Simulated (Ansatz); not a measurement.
Strength of the B–P bond: how K changes with temperature for BH(CH3)2(PH3) ⇌ BH(CH3)2 + PH3

Species: BH(CH3)2(PH3), singlet; BH(CH3)2, singlet; PH3 (phosphine) `P`, singlet. 

The electronic reaction energy at CCSD(T)/CBS estimate is +41.5 kJ/mol. Shapes: PBE0-D4/def2-TZVP. Programs: Ansatz 0.2.0. Enthalpy and entropy come from rigid-rotor, harmonic-oscillator sums on unscaled PBE0-D4/def2-TZVP wavenumbers, ideal gases at 1 bar. Symmetry numbers: BH(CH3)2(PH3) 1, BH(CH3)2 2, PH3 3. R = 8.3145 J/(mol K).

| T (K) | ΔH (kJ/mol) | ΔS (J/(mol K)) |
| --- | --- | --- |
| 500 | +29.6 | +152.0 |
| 700 | +27.3 | +148.2 |
| 900 | ? | ? |

Task: Work out ln K at 500 and 700 K, and from these estimate it at 900 K.

Result: 
1. 500 K: ΔG = +29.6 − 500 × (+152.0)/1000 = -46.4 kJ/mol; ln K = −ΔG/RT = +11.16.
2. 700 K: ΔG = +27.3 − 700 × (+148.2)/1000 = -76.4 kJ/mol; ln K = −ΔG/RT = +13.13.
3. Slope against 1000/T: (+13.13 − (+11.16))/(1.4286 − 2.0000) = -3.45, that is −ΔH/R with ΔH near +29 kJ/mol.
4. 900 K: ln K = +11.16 + (-3.45) × (1.1111 − 2.0000) = +14.23.

The full sums give ΔH = +24.5 kJ/mol, ΔS = +144.7 J/(mol K), ΔG = -105.7 kJ/mol and ln K = +14.13 at 900 K, so the line is off by +0.10 in ln K; without rounding the miss is +0.10, from the change of ΔH with temperature. The products are favoured over this whole range. The number of molecules rises, which sets the sign of ΔS, and lower pressure favours the products. An error of 10 kJ/mol in the energy moves ln K by 1.3 at 900 K. Soft modes are treated as harmonic, which can err either way at these temperatures; the lowest are those of BH(CH3)2(PH3) (150 cm⁻¹), BH(CH3)2 (94 cm⁻¹). The CBS estimate extrapolates MP2 from def2-TZVPP and def2-QZVPP and adds CCSD(T) − MP2 in the triple-zeta set, cores frozen.

The B–P link is a weak dative bond, and at these temperatures the entropy released by separating the fragments far outweighs the enthalpy needed to break it. Because dissociation is endothermic, ln K still rises on heating. Phosphine is a poor σ donor, its lone pair being rich in s character, while the methyl groups probably lower the acidity of boron by hyperconjugation into its empty p orbital. The reaction energy of +41.5 kJ/mol also includes the relaxation of the borane back to planarity, so it understates the interaction between the fragments as they are shaped in the adduct.

The fall in ΔH from +29.6 to +24.5 kJ/mol is expected when vibrations of the adduct become free translation and rotation, which store less heat once those vibrations are thermally excited. The true curve therefore flattens, and the straight line overshoots at 900 K. The equilibrium leaves out dimerisation of the freed borane through B–H–B bridges, which would pull the adduct further towards dissociation wherever it is appreciable.
